**Q.** I have removed and added one electron at fixed geometry in H₂B–BH–NH₂ with PBE0. What do the two columns measure, and which atoms lead?

Hirshfeld-condensed Fukui functions of the atoms in H₂B–BH–NH₂, computed with PySCF 2.14.0 at the PBE0/aug-cc-pVDZ level. The neutral molecule is a singlet and the cation and anion are doublets, all at the same GFN2-xTB geometry.

```
row  fukui minus (e)  computed element  fukui plus (e)
  1            0.225                 B           0.313
  2            0.188                 B           0.119
  3            0.080                 N           0.063
  4            0.106                 H           0.087
  5            0.107                 H           0.087
  6            0.162                 H           0.061
  7            0.071                 H           0.125
  8            0.061                 H           0.146
```

**A.** Let $N_A$ be the number of electrons assigned to atom $A$ when the density at each point is shared out in proportion to the free-atom densities, which is the Hirshfeld rule. The column "fukui minus" is $f^-_A = N_A(\text{neutral}) - N_A(\text{cation})$, the part of the removed electron that atom $A$ pays for. The column "fukui plus" is $f^+_A = N_A(\text{anion}) - N_A(\text{neutral})$, the part of the added electron that it receives. Each column sums to one electron within rounding, and I name atoms by element and row.

B1 carries H4 and H5, B2 carries H6, and N3 carries H7 and H8. The frame of B1, B2, N3, H6, H7 and H8 is flat, while the BH₂ group is twisted by a right angle, with H4 above and H5 below. B1 leads both columns, with 0.225 e lost and 0.313 e gained. Both ions are doublets with negligible spin contamination.

**Q.** Nitrogen has the lone pair and the most negative charge. Why does it lose so little?

**A.** Because ionisation takes the least bound electron, and that need not sit where electrons are most plentiful. N3 has a Hirshfeld charge of $-0.236$ e in the same calculation, yet $f^-$ is only 0.080 e, and B1 loses 2.8 times as much. Over the eight atoms $f^-$ is almost unrelated to the neutral charge, with a correlation coefficient of 0.15. A charge counts all the electrons near an atom, most of them deeply bound.

Two further results, from the same functional and basis, locate the hole. The highest occupied orbital (HOMO) has 0.649 of its weight on the two borons and 0.057 on nitrogen. The unpaired spin of the cation agrees, with 0.660 e on the borons and 0.036 e on nitrogen. H6 comes third in both measures, so the numbers show a hole spread over B1, B2 and H6.

The chemical reading of this is an argument from the geometry. Those three atoms define the B–B and B–H bonds of the frame, so the orbital fits a σ combination of the two. Boron has the lower nuclear charge and the B–B bond is long, 1.65 Å, which puts its bonding pair high in energy. The nitrogen pair starts lower, on a more electronegative atom, and falls further by π donation into the empty p orbital of B2; the flat NH₂ group and the short B–N distance of 1.39 Å fit that donation.

**Q.** The HOMO is shared equally by the borons. Why then is B1 above B2, and why do the hydrogens lose so much?

**A.** The table records the change of the whole density, and the remaining electrons respond to the hole. The two parts can be separated. Take a β electron out of the closed-shell neutral, whose density is $2\rho_\alpha^0$, and call the cation's spin density $s = \rho_\alpha^+ - \rho_\beta^+$:

$$f^- = 2\rho_\alpha^0 - \rho_\alpha^+ - \rho_\beta^+ = s + 2\,(\rho_\alpha^0 - \rho_\alpha^+).$$

So $f^- - s$ is twice the shift of the α electrons, whose number has not changed; atom by atom this holds provided all populations use the same Hirshfeld weights. In the cation the spin follows the HOMO closely: only 0.029 e has to be moved between atoms to turn one distribution into the other. Going on from the spin to $f^-$ takes 0.246 e. Nearly all the departure from the orbital picture is therefore relaxation of the other electrons.

The direction is that of ordinary screening: electrons are drawn towards the positive hole and are taken from the outside of the molecule. B1 gets back 0.100 e and B2 gets back 0.147 e, while N3, H4, H5, H7 and H8 each give up about 0.05 e beyond their spin. H6, which is itself part of the hole, changes by only 0.005 e. In this partition the order of the borons thus comes from unequal refilling, and the five hydrogens end up paying about half of the electron.

Group sums suggest why B2 is refilled more. The BH₂ group as a whole hardly changes, with 0.436 e of spin against 0.438 e lost, as if B1 drew only on its own hydrogens. The BH group recovers $0.492 - 0.350$ e, and the NH₂ group loses almost the same amount beyond its spin. That fits electrons being drawn from the NH₂ group towards the positive B2. Stronger B–N π donation may take part, but H7 and H8 together pay more of the extra loss than N3, so the N–H bonds are probably polarised as well. Net sums do not trace paths, so this route is my guess.

**Q.** Can that screening be put into one formula?

**A.** Roughly. Suppose a fraction $\lambda$ of the localised charge is screened and reappears evenly on the eight atoms, which keeps the sum at one electron:

$$f_A = (1-\lambda)\,s_A + \lambda/8 .$$

A least-squares fit to all eight atoms gives $\lambda = 0.57$ for removal and 0.35 for attachment. Take B2, which was part of the fit and is its worst atom for removal:

$$f^-_{\mathrm{B2}} = 0.43 \times 0.335 + 0.57/8 = 0.144 + 0.071 = 0.215\ \text{e}.$$

The table has 0.188 e, so the model is 0.027 e too high. Over all atoms the root-mean-square misfit to $f^-$ falls from 0.070 e for the bare HOMO shares to 0.016 e, still far above the rounding of the table. The formula keeps the order of the spins, so it puts B2 above B1 and fails on the very feature you asked about. It also takes the computed spin as input, which makes it a description of how relaxation flattens the distribution and no test of where the hole sits.

**Q.** Does the same story hold for the added electron? H8 and H7 come second and third, above B2 and N3.

**A.** For B1 it does. It leads in the lowest empty orbital (LUMO) with a share of 0.573, in the anion's spin with 0.418 e and in $f^+$ with 0.313 e. Three-coordinate boron has an empty p orbital at right angles to its bonds, and that of B2 is partly filled by nitrogen. The twist turns the one on B1 into the plane of the frame, out of reach of the nitrogen π pair, and I argue that this leaves it the better acceptor. The step from spin to $f^+$ is screening in reverse: the β electrons are pushed off B1, mainly onto H4, H5, H6 and H7.

The amino hydrogens are a different matter. Together H7 and H8 hold 0.063 of the LUMO but 0.271 e of $f^+$, and 0.251 e of that is already in the spin. The excess is therefore in the spin itself: the added electron has changed shape, and turning the LUMO shares into the spin populations moves 0.217 e. In the cation the orbital kept its shape and the surroundings relaxed, whereas here the orbital gives way too.

An extra electron is repelled by all the others and is held weakly, so it spreads outwards, and the positively polarised N–H hydrogens are the side of the molecule that attracts it. How much of the spread is real mixing with diffuse N–H antibonding character, and how much is set by the basis or by the functional's tendency to delocalise charge, is untested with one basis and one functional. The Hirshfeld rule divides diffuse density according to the tails of the free atoms, so a share counted to H7 or H8 may lie well outside the N–H bonds. The large values there are for that reason no evidence that these hydrogens are sites of attack.

**Q.** The run warns that the anion's top orbital energy is positive, yet the affinity is positive too. Is the anion bound?

**A.** The two statements are compatible. Janak's theorem says that the slope of the energy with the occupation $n$ of an orbital is its energy $\varepsilon(n)$, so the affinity is $-\int_0^1 \varepsilon\,dn$. In a functional such as PBE0 the level rises as it fills, and if it rises linearly the integral is the mean of the end points. With the neutral's LUMO at $-1.615$ eV and an affinity of 0.047 eV:

$$\varepsilon(1) \approx -2(0.047) + 1.615 \approx +1.5\ \text{eV}.$$

The sign agrees with the warning, which is a consistency check and no more, since the orbital changes shape as it fills. The same curvature appears on the other side, where the ionisation energy of 10.418 eV exceeds minus the HOMO energy by 2.431 eV. An electron in a positive level can lower its orbital energy by moving outwards, so its extent depends on the diffuse functions on offer. The affinity is only a few hundredths of an electronvolt, too small for one functional and one basis to settle its sign, and it is vertical, without relaxation or zero-point motion. Binding is unsettled, and the anion's solution was not checked for being the lowest of its kind.

**Q.** Which digits can I trust, and what would move if I changed a setting?

**A.** The third decimal is too fine to interpret. H4 and H5 are close to mirror images, but their input coordinates depart from exact symmetry by about 0.001 Å. Their difference of 0.001 e in $f^-$ may come from that, from the integration grid or from rounding, and has no chemical meaning. I would expect the second decimal of $f^-$ to hold within this partition, since the cation's spin agrees with the HOMO, but no second functional or basis was run to test it. The gap of 0.037 e between the borons is well above rounding, but it is a balance of relaxation terms several times larger and is tied to the Hirshfeld weights. In $f^+$ I would rely only on the lead of B1, a factor of 2.1 over H8 in this basis, and treat the order below it as provisional.

More diffuse functions should leave $f^-$ nearly as it is and test $f^+$ severely; a weakly held electron could spread further away from B1. Rotating the BH₂ group into the frame would line up its empty p orbital with the B–N π system, and I would expect the added electron to spread along B–B–N. That expectation is untested, as all rows belong to one conformer at a tight-binding geometry.

**Q.** Small B–N–H molecules are of interest as precursors for boron nitride films. Does the table say anything for that?

**A.** Only something modest. In this conformer the molecule gives charge from its B–B and B–H bonds and takes charge first at the terminal boron, while nitrogen plays a small direct part in either step. I would thus expect an electron-rich surface site to bind first at B1, in line with the ordinary Lewis acidity of a boron without a π donor, but no such contact was computed. The columns describe the response of an isolated, frozen molecule to one electron, and growth depends as well on barriers, temperature and the surface.
